**Q.** How much cutoff does this phosphorus potential need, roughly?

**A.** For the 3s level the error is tens of mRy at 10 Ry, a few mRy from 21 to 30 Ry, about 1 mRy at 40 Ry and a tenth at 60 Ry. "Excess" is the lowest s level of the spherical, spin-unpolarised PBE pseudo-atom less its own value at 400 Ry. It measures how complete the basis for the wave is, not the accuracy of the potential or the cutoff for the density. Printed zeros mean below resolution.

Norm-conserving Troullier-Martins pseudopotential for phosphorus in separable form, from ld1.x 7.5 (PBE, scalar-relativistic, [Ne] core, Bessel-form core correction), with the s channel as local potential. The base run has the reference valence configuration 3s2 3p3 and radii of 1.5 (s), 1.6 (p) and 1.25 bohr (d). Each excess is relative to the same run's level at 400 Ry.

```csv
cutoff (Ry),"lowest s level excess, base (mRy)","lowest s level excess, p radius 2.1 bohr (mRy)","lowest s level excess, reference valence configuration 3s2 3p2 (mRy)","lowest s level excess, s radius 1.52 bohr; p radius 1.62 bohr; d radius 1.26 bohr (mRy)"
10,47.87,47.87,55.09,47.87
15,12.06,12.06,13.82,12.07
21,4.27,4.27,4.74,4.28
30,3.69,3.69,4.13,3.70
40,1.15,1.15,1.33,1.16
50,0.20,0.20,0.24,0.21
60,0.11,0.11,0.13,0.12
80,0.06,0.06,0.08,0.07
100,0,0,0.01,0.01
140,0,0,0,0
200,0,0,0,0
300,0,0,0,0
```

**Q.** Why does no column ever rise, and what sets the size?

**A.** Each basis contains the previous one, so the variational principle forbids a rise. For the size, expand the exact wave $u(r)$, with level $\varepsilon$, in the normalised box functions, proportional to $\sin(q_n r)$, with $q_n=n\pi/20$ bohr$^{-1}$ and coefficients $c_n$; the cutoff in Ry keeps $q_n^2$ below it. Split the wave into a kept part $P\psi$ and a cut part $Q\psi$. Since $(H-\varepsilon)\psi=0$, the energy of the kept part obeys

$$E-\varepsilon=\frac{\langle Q\psi|H-\varepsilon|Q\psi\rangle}{\langle P\psi|P\psi\rangle}\approx\sum_{\rm omitted}(q_n^2-\varepsilon)\,c_n^2 ,$$

where the last step neglects the potential among the cut functions and any relaxation of the kept part. The slope of the curve thus maps the Fourier weight of the wave at the cutoff.

**Q.** Then what happens between 21 and 30 Ry, where the base run falls by 14% but by 65% and 69% on either side?

**A.** It is not an effect of uneven steps: per unit $q$ the drop is 10.98, then 0.65, then 3.00 mRy bohr. The formula says that the transform should nearly vanish there. To test this, the 3s pseudo-wave of the base run was transformed, continued beyond 2.08 bohr by two different smooth tails whose decay is fixed by the level. Nothing was fitted to any row. Both tails put a node at $q=4.83$ bohr$^{-1}$, or 23 Ry.

Two single functions show the contrast. At 10 Ry the basis has 20 functions, and adding one lowers the estimate from 52.24 to 38.32 mRy, by 13.92. It has $q=21\pi/20=3.30$, so $q^2-\varepsilon=10.9+1.0=11.9$ Ry and $c^2\approx 0.0139/11.9\approx10^{-3}$. At 21 Ry the next function has $q=30\pi/20=4.71$, beside the node. It gains about 0.04 mRy against a factor $22.2+1.0=23.2$ Ry, so $c^2\approx2\times10^{-6}$. The 4 mRy still outstanding sits almost wholly in the next lobe, which the basis collects mostly between about 30 and 50 Ry.

**Q.** How well does that estimate do?

**A.** From 21 to 60 Ry it lies within about 5% of the base column. It is 9% and 7% high at 10 and 15 Ry, and the assumed count per cutoff is not the cause: one more function would give 38.32 and 8.96 mRy, far below the table's 47.87 and 12.06. The misfit points to the neglected terms, which were not computed here: relaxation of the kept part can only lower the level, and it matters most where the cut part is largest. At 80 Ry it gives 0.07 against 0.06, a last-digit difference. A further node at 62 Ry coincides with the slow stretch at 60–80 Ry, but the slopes there, 0.04 and then 0.06 with rounding near 0.01, barely establish that feature. The printed output below gives every row.

**Q.** Why should a nodeless wave have an oscillating transform?

**A.** At low $q$, because it is hollow; at high $q$ a wave rebuilt inside a radius and joined to the true one generally oscillates as well, hollow or not. The true 3s wave has two nodes and little charge in the core, and the pseudo-wave must hold that same small charge while joining the outer lobe. In this run $u/r$ is 0.296 at 0.16 bohr and peaks at about 0.57 near 1.2 bohr; the maximum printed below, at 1.28 bohr, is only the largest of the samples used, which are 0.16 bohr apart. A shell-like function has a transform that changes sign, unlike the exact hydrogen 1s, and a thin shell of radius $a$ has its first node at $\pi/a$. With the maximum of $u$ near 1.6 bohr this gives 2.0, close to the computed 1.87. The picture fails beyond that: later nodes are about 3 bohr$^{-1}$ apart, so the detailed inner shape sets them.

The 3p wave starts as $r^2$ and avoids the core naturally, which is the argued reason why it is soft. The same run shows the result: between 10 and 40 Ry the s excess is 16 to 45 times the p excess, and the two s electrons carry 92–97% of the occupation-weighted error.

**Q.** Two variants repeat the base curve. Are the radii unimportant?

**A.** No. With s as the local channel, the s level in the fixed reference potential never sees the p or d projector, so the p-radius column is identical by construction; the p excess itself falls from 0.11 to 0.01 mRy at 30 Ry. The last column differs by at most 0.01 mRy, the final digit, always upward, as a last-digit shift of the 400 Ry reference would give. The likely reason is that the s radius never really moved. Radii seem to be shifted to odd points of a logarithmic grid, which lie at 1.480, 1.517 and 1.556 bohr, so both requests land on 1.517. That grid is assumed, but it reproduces the test radii of the runs, and the s scattering phases of the two runs agree in every printed digit. The p wave does respond: its excess at 10 Ry goes from 1.06 to 1.19 mRy when 1.62 bohr is requested instead of 1.60. The $-4.3$ mRy in the printed output assumes that the s radius grows and that the whole wave scales as 1/radius, so the missing change does not refute that scaling. The column says nothing about how the s excess depends on the s radius.

**Q.** And the 3s² 3p² reference?

**A.** That is P$^+$. Its excess is 11–16% above the base up to 40 Ry; later ratios are blurred by rounding. The level is 0.685 Ry deeper, but a uniform deepening of potential and level cancels in $H-\varepsilon$. Theory points instead to shape: one screening electron fewer contracts 3s and puts more amplitude near the unchanged radius, which raises the lobes while hardly moving the nodes. The shoulder does stay at 21–30 Ry, but the ion's wave was not transformed. In the ion the empty d level becomes bound, and its excess at 10 Ry is 27.94 mRy above that of the neutral atom's unbound box state.

**Q.** What should I expect elsewhere?

**A.** For a similarly hollow s wave, expect a shoulder, but compute its position for each potential. Inside the radius the wave numbers scale about as 1/radius, so a smaller radius should push the shoulder to higher cutoffs, as 1/radius² if the whole wave scaled; the outer lobe, inherited from the all-electron wave, may weaken that. No run here effectively changes the s radius, so neither the shift nor its size is tested. The settings were also drawn at random rather than tuned, so these cutoffs are no recommendation for phosphorus in general, and a test on the atom does not give the error in a solid. And two agreeing cutoffs prove little: 21 and 30 Ry differ by 0.58 mRy while 3.69 mRy remains.

Output of the analysis:

```
Table rounding: +-0.005 mRy per entry; q = sqrt(cutoff) in 1/bohr
cutoff Ry | q | p2.1-base mRy | radii variant-base mRy | P+/base (range from rounding)
10 | 3.16 | 0.00 | 0.00 | 1.151 (1.15-1.15)
15 | 3.87 | 0.00 | 0.01 | 1.146 (1.15-1.15)
21 | 4.58 | 0.00 | 0.01 | 1.110 (1.11-1.11)
30 | 5.48 | 0.00 | 0.01 | 1.119 (1.12-1.12)
40 | 6.32 | 0.00 | 0.01 | 1.157 (1.15-1.17)
50 | 7.07 | 0.00 | 0.01 | 1.200 (1.15-1.26)
60 | 7.75 | 0.00 | 0.01 | 1.182 (1.09-1.29)
80 | 8.94 | 0.00 | 0.01 | 1.333 (1.15-1.55)
interval Ry | base drop mRy | drop % | base drop/dq | P+ drop/dq (mRy bohr) | rounding of drop/dq
10-15 | 35.81 | 75 | 50.39 | 58.07 | 0.014
15-21 | 7.79 | 65 | 10.98 | 12.80 | 0.014
21-30 | 0.58 | 14 | 0.65 | 0.68 | 0.011
30-40 | 2.54 | 69 | 3.00 | 3.30 | 0.012
40-50 | 0.95 | 83 | 1.27 | 1.46 | 0.013
50-60 | 0.09 | 45 | 0.13 | 0.16 | 0.015
60-80 | 0.05 | 45 | 0.04 | 0.04 | 0.008
80-100 | 0.06 | 100 | 0.06 | 0.07 | 0.009
Estimate: sum of (q^2-eps)c^2 over omitted functions; basis spacing pi/R = 0.157 1/bohr
cutoff Ry | functions | table | tail A | tail B | tail A, one more function (mRy) | A/table
10 | 20 | 47.87 | 52.24 | 52.28 | 38.32 | 1.09
15 | 24 | 12.06 | 12.95 | 12.85 | 8.96 | 1.07
21 | 29 | 4.27 | 4.24 | 4.20 | 4.20 | 0.99
30 | 34 | 3.69 | 3.70 | 3.66 | 3.34 | 1.00
40 | 40 | 1.15 | 1.19 | 1.18 | 0.87 | 1.03
50 | 45 | 0.20 | 0.21 | 0.21 | 0.16 | 1.04
60 | 49 | 0.11 | 0.12 | 0.12 | 0.12 | 1.05
80 | 56 | 0.06 | 0.07 | 0.07 | 0.05 | 1.11
100 | 63 | 0.00 | 0.01 | 0.01 | 0.01 | table prints 0
tail A: norm 0.9965; transform nodes (q<10): q=1.87 (3 Ry), q=4.83 (23 Ry), q=7.88 (62 Ry)
tail B: norm 1.0010; transform nodes (q<10): q=1.87 (3 Ry), q=4.83 (23 Ry), q=7.88 (62 Ry)
u/r of 3s: 0.296 at 0.16 bohr, maximum 0.571 at 1.28 bohr, ratio 0.52
At 10,15,21,30,40 Ry:
 2 x s excess as % of summed error, base: 96.8 92.1 91.6 95.7 91.6
 s/p excess ratio, base: 45 17 16 34 16
 p excess change, radius 2.1 minus 1.6 (mRy): -0.15 -0.16 -0.10 -0.10 -0.06
 d excess, P+ minus neutral (mRy): 27.94 20.66 14.23 8.97 4.11
3s level shift P+ minus P: -0.685 Ry; sqrt(-level): 1.013 -> 1.308 1/bohr
Assumed grid, odd points near 1.5 bohr: 1.480 1.517 1.556
Grid midpoints nearest test radii 1.752, 2.306: 1.752 2.306
Log slope 10-15 Ry -3.40; 1.50->1.52 bohr scales cutoff by 2.6%, about -4.3 mRy at 10 Ry; seen 0.00
```
